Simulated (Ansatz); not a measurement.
# A series in volume scale on HfRu

Free energy against uniform scaling of the volume at fixed shape and fractions; periodic cell, basis, potentials, k mesh and filling as listed. The results are calculated, by Ansatz 0.2.0.

The cell before it is scaled or strained (space group Pm-3m, No. 221):
```
cell vectors (Å)
   3.2330     0.0000     0.0000
   0.0000     3.2330     0.0000
   0.0000     0.0000     3.2330
atoms (fractions of the cell vectors)
Hf  0.00000  0.00000  0.00000
Ru  0.50000  0.50000  0.50000
```

Settings of every row: functional PBEsol; dispersion none; potentials PAW; wave cutoff 630 eV; density cutoff 2520 eV; k mesh 9x9x9; k shift 0x0x0; occupations gaussian; smearing width 0.1 eV; spin none.

Limits: coarse k mesh, up to 40 meV an atom off; no spin-orbit coupling, which can matter with elements this heavy.

```
row  volume scale  V (Å³/atom)  pressure (GPa)  energy above lowest point (meV/atom)
  1          0.94       15.882            8.98                                  16.7
  2          0.96        16.22            3.88                                   3.3
  3          0.98       16.558               ?                                     ?
  4             1       16.896           -4.76                                   5.8
  5          1.02       17.234           -8.41                                  19.8
  6          1.04       17.572          -11.67                                    41
  7          1.06        17.91          -14.58                                  68.7
```

Question: what pressure should row 3 give?

Worked fit of pressure. Take u = (V_r/V)^(2/3) − 1 with V_r = 17.065 Å³ an atom, which is twice the finite (Eulerian) strain; such expansions in the strain, on which the Birch-Murnaghan equation of state is built, carry the rest volume and the bulk modulus. The shown rows have u = 0.04906, 0.03444, 0.00666, -0.00655, -0.01933, -0.03171. Least squares give pressure = −6.637 + 276.09 × u + 827.8 × u² + 671 × u³ GPa; a parabola predicts inner rows, each left out in turn, worse (root mean square 0.014 against 0.0023 GPa). All shown rows lie on it to the printed digit. The pressure vanishes at u = 0.0225, or V = 16.5 Å³ an atom, and there the bulk modulus at fixed shape and fractions is B = −V dP/dV = (2/3)(1 + u) dP/du = 214 GPa. The withheld row has u = 0.02031, so the fit gives −6.637 + 276.09 × (0.02031) + 827.8 × (0.02031)² + 671 × (0.02031)³ = -0.68 GPa.

The calculation gave -0.68 GPa. The fit meets it to the printed digit.

The other values of row 3: energy above lowest point 0 meV/atom.
